# What sets the pressure in white tin?

## Three ways to measure a squeeze

Enlarge a crystal by one per cent in every direction. Each contact between atoms grows by one per cent and the volume by about three per cent. As long as the shape is kept, a pressure that follows the shortest contact can't be told from one that follows the volume.

Now stretch only one edge, the tetragonal axis $c$, by one per cent. The volume grows by one per cent, which counts as a third of a per cent in linear size. In white tin each atom has four short contacts, which lie nearly across $c$, and two slightly longer ones along it. The short contacts grow by less than a tenth of a per cent, the mean of all six by about 0.4 per cent.

Three explanations of the pressure thus part company. It may follow the shortest contact, as if that bond were a spring; it may follow the mean of the six contacts; or it may follow the volume per atom. The table, from density-functional calculations with r2SCAN, contains both kinds of change.

White tin (I4_1/amd, 2 atoms per cell) at fixed atoms, computed with Ansatz 0.2.0: r2SCAN, scalar-relativistic, PAW, no spin polarization. Plane-wave cutoff 500 eV, k mesh 16×16×16, Gaussian smearing of 0.15 eV. Energies are taken at zero smearing, relative to tin's standard crystal in the same functional; pressure and stresses are positive in compression.

| volume (Å³/atom) | c/a | shortest distance (Å) | energy over elements (eV/atom) | pressure (GPa) | stress xx (GPa) | stress zz (GPa) |
| --- | --- | --- | --- | --- | --- | --- |
| 23.706 | 0.5440 | 2.895 | 0.247 | 11.850 | 12.270 | 11.000 |
| 24.330 | 0.5583 | 2.900 | 0.212 | 9.330 | 10.410 | 7.160 |
| 26.285 | 0.5579 | 2.976 | 0.139 | 3.050 | 3.820 | 1.500 |
| 27.650 | 0.5440 | 3.047 | 0.124 | -0.120 | 0.020 | -0.400 |
| 28.341 | 0.5576 | 3.052 | 0.130 | -1.270 | -0.740 | -2.310 |
| 32.008 | 0.5439 | 3.199 | 0.214 | -5.620 | -5.650 | -5.550 |

Pressure and stresses are positive when the crystal pushes outward. The pressure is the mean of the three stresses: xx and yy across $c$, and zz along it. The ratio $c/a$ describes the shape, where $a$ is the edge across the axis. Three rows share $c/a=0.544$; in the other three, called the stretched rows below, $c$ is longer relative to $a$. The energies count from a more stable crystal of tin in the same functional, presumably grey tin, the form that is stable in the cold. r2SCAN is expected to place white tin too high above grey tin, so only differences between the rows are used here.

## Stretching one axis

Start at volume 27.650 Å³, where the pressure is close to zero, and go to 28.341 Å³. Only $c$ changes. The shortest contact grows by a mere 0.005 Å, yet the pressure falls by 1.15 GPa.

The bulk modulus $B$, the resistance to a change of volume, turns each explanation into a number. The fixed-shape rows give $B\approx 53.5$ GPa near 27.650 Å³. For a small change of volume $V$,

$$
\Delta P\approx -B\,\frac{\Delta V}{V}
=-53.5\times\frac{28.341-27.650}{27.650}\approx-1.3\ \text{GPa}.
$$

If the shortest contact $d$ were the true measure, $\Delta V/V$ would be replaced by $3\,\Delta d/d$:

$$
\Delta P\approx -53.5\times 3\times\frac{0.0053}{3.047}\approx-0.3\ \text{GPa}.
$$

The spring picture misses most of the fall. The volume estimate comes near it and overshoots a little, partly because it treats $B$ as constant although the crystal softens as it expands. Row 27.650 helped to fix $B$; row 28.341 did not.

## Squeezing the other two

Row 26.285 does the opposite. From 27.650 Å³, $c$ stays as it was and the two edges across it shrink. The shortest contact now takes up nearly the whole squeeze, so the spring picture should predict too large a pressure.

It does: it gives 4.36 GPa, against a computed 3.05 GPa. The volume gives 2.94 GPa. The shortest contact therefore errs in a way that its geometry explains: it responds too weakly to $c$ and too strongly to the edges across it. A stiffer or softer spring would not cure both faults.

These values need a pressure curve, since the squeeze is too large for a constant $B$. A Birch–Murnaghan form, which follows from writing the energy as a short power series in $V^{-2/3}$, was drawn through the three pressures at $c/a=0.544$. Three constants pass exactly through three points, so that agreement is no test. The energies of the same rows are one: the integrated curve reproduces their differences to within 0.1 meV per atom.

## How far the numbers decide

On the three stretched rows, which played no part in the curve, the shortest contact misses the pressure by 1.4 GPa on average. The mean of six contacts misses by 0.4 GPa and the volume by 0.1 GPa. The order is the same in each of these rows. The printed output after this text gives the row-by-row comparison.

The shortest contact is ruled out as the measure of pressure here. The case against contacts in general is weaker. If the contacts along $c$ receive a weight of about one quarter instead of one third, their average matches these pressures too. With that weight, the average responds to $c$ by nearly the same third as the volume does. The table can't exclude such a rule, but the volume needs no adjusted weight.

## Why the shape hardly enters

One might suppose that volume wins because a change of shape costs little energy. The table contradicts this. Row 28.341 lies about 6 meV per atom above row 27.650, and roughly half of that is the cost of its shape. The change of shape thus costs about as much as the change of volume.

The pressure asks a different question. It is the slope of the energy with volume, $P=-\partial E/\partial V$, with $E$ the energy per atom. A cost of shape that stayed the same at every volume would raise the energy and leave the pressure untouched. Only the change of that cost with volume matters.

How large that change is can be read from the fixed-shape rows. Let $s=\ln(c/a)$. At fixed volume, a small change $ds$ lengthens $c$ by the fraction $\tfrac23ds$ and shortens each of the other edges by $\tfrac13ds$. The work done on the crystal is

$$
dE=\tfrac23V(\sigma_{xx}-\sigma_{zz})\,ds,
$$

where $\sigma_{xx}$ and $\sigma_{zz}$ are the stresses. Since the order of differentiation doesn't matter,

$$
\left(\frac{\partial P}{\partial s}\right)_V
=-\frac23\left(\frac{\partial[V(\sigma_{xx}-\sigma_{zz})]}{\partial V}\right)_s .
$$

In words: if a uniform squeeze pushes almost equally on all faces, a pure change of shape hardly alters the mean pressure. White tin comes close to this. Along the fixed-shape rows the pressure falls by more than 17 GPa, while the difference between the two stresses changes by only 1.4 GPa.

With the two outermost of these rows, the right-hand side becomes

$$
\frac23\times\frac{23.706\times1.27+32.008\times0.10}{32.008-23.706}\approx2.7\ \text{GPa}.
$$

Near $c/a=0.544$, the effect of shape is thus about one twentieth of the bulk modulus. A small relative change of shape moves the pressure far less than an equal relative change of volume.

The electrons offer a possible reason for the even push. White tin is a metal, and its outer s and p electrons spread through the whole crystal. Squeezing them raises their kinetic energy, and in a uniform electron gas the resulting pressure is the same in every direction. That is an argument from theory; the table doesn't separate the kinetic part from the attraction between electrons and ions. Nor does an even push prove it, since any cubic crystal has one by symmetry, whatever its bonding. Graphite should behave quite differently: it is stiff within its layers and soft between them, so a uniform squeeze should push very unevenly, and volume alone should be a poor guide to the pressure.

## The small pressure that volume leaves out

The volume curve lies about 0.1 GPa too low in all three stretched rows. A common sign points to the shape. The stretched shape costs about 6 meV per atom at 24.330 Å³ but only 3 meV at 28.341 Å³. The crystal can lower this cost by expanding, so the cost adds an outward push.

The slope of the cost with volume corresponds to an extra 0.12 GPa, close to what is missing. The comparison is approximate, because the stretched rows differ slightly in $c/a$. It also links energies and stresses that must agree in a sound calculation. It shows where the small pressure sits in the energy, but it doesn't identify an electronic cause.

## Mean pressure is not the load on a face

For a small strain of this crystal, a first guess is simple: add the relative changes of the three edges and multiply by $-B$. The result is the change in mean pressure. It doesn't matter much which edge was changed.

The stress on a particular face is another matter. In row 28.341 the crystal pulls inward with 2.31 GPa along $c$, but with only 0.74 GPa across it. Even row 27.650, with a mean pressure close to zero, still pulls inward with 0.40 GPa along $c$: its shape isn't fully relaxed. Whoever relaxes a cell should therefore check the separate stresses, not just their mean.

Printed output of the fit:

```
Contacts and changes from the row above:
     row  contact along c (Å)  change of short contact (Å)  change along c (Å)  change of pressure (GPa)  stress xx less zz (GPa)
  23.706                3.039                          n/a                 n/a                       n/a                     1.27
   24.33                3.119                     0.005339             0.07992                     -2.52                     3.25
  26.285                3.199                      0.07624             0.07986                     -6.28                     2.32
   27.65                3.199                      0.07079           0.0001773                     -3.17                     0.42
  28.341                3.279                     0.005299             0.07996                     -1.15                     1.57
  32.008                3.358                       0.1472             0.07956                     -4.35                     -0.1
Pressure predicted (GPa):
     row  from volume  from shortest contact  from mean of six contacts
  23.706        11.85                  11.85                      11.85
   24.33        9.218                  11.27                      8.777
  26.285        2.942                  4.356                      2.639
   27.65        -0.12                  -0.12                      -0.12
  28.341       -1.364                -0.3954                     -1.571
  32.008        -5.62                 -5.624                     -5.619
Prediction less computed pressure (GPa) and energy above the volume curve:
     row    volume  shortest contact  mean of six  energy of shape (meV/atom)
  23.706         0         3.197e-14    3.197e-14                    -0.06691
   24.33   -0.1122             1.935       -0.553                       5.888
  26.285    -0.108             1.306      -0.4113                       4.372
   27.65         0                 0            0                           0
  28.341  -0.09382            0.8746      -0.3005                       2.924
  32.008         0         -0.003552    0.0007531                   -0.007528
Bulk modulus of the fixed-shape curve at the row 27.650 (GPa): 53.49
Mean size of miss on the stretched rows, volume (GPa): 0.1047
Mean size of miss on the stretched rows, shortest contact (GPa): 1.372
Mean size of miss on the stretched rows, mean of six contacts (GPa): 0.4216
Smallest weight of the c contacts that would remove the miss (equal count gives 0.33): 0.2481
Largest weight of the c contacts that would remove the miss: 0.2593
Extra pressure expected from the fall of the shape energy with volume (GPa): 0.1184
```
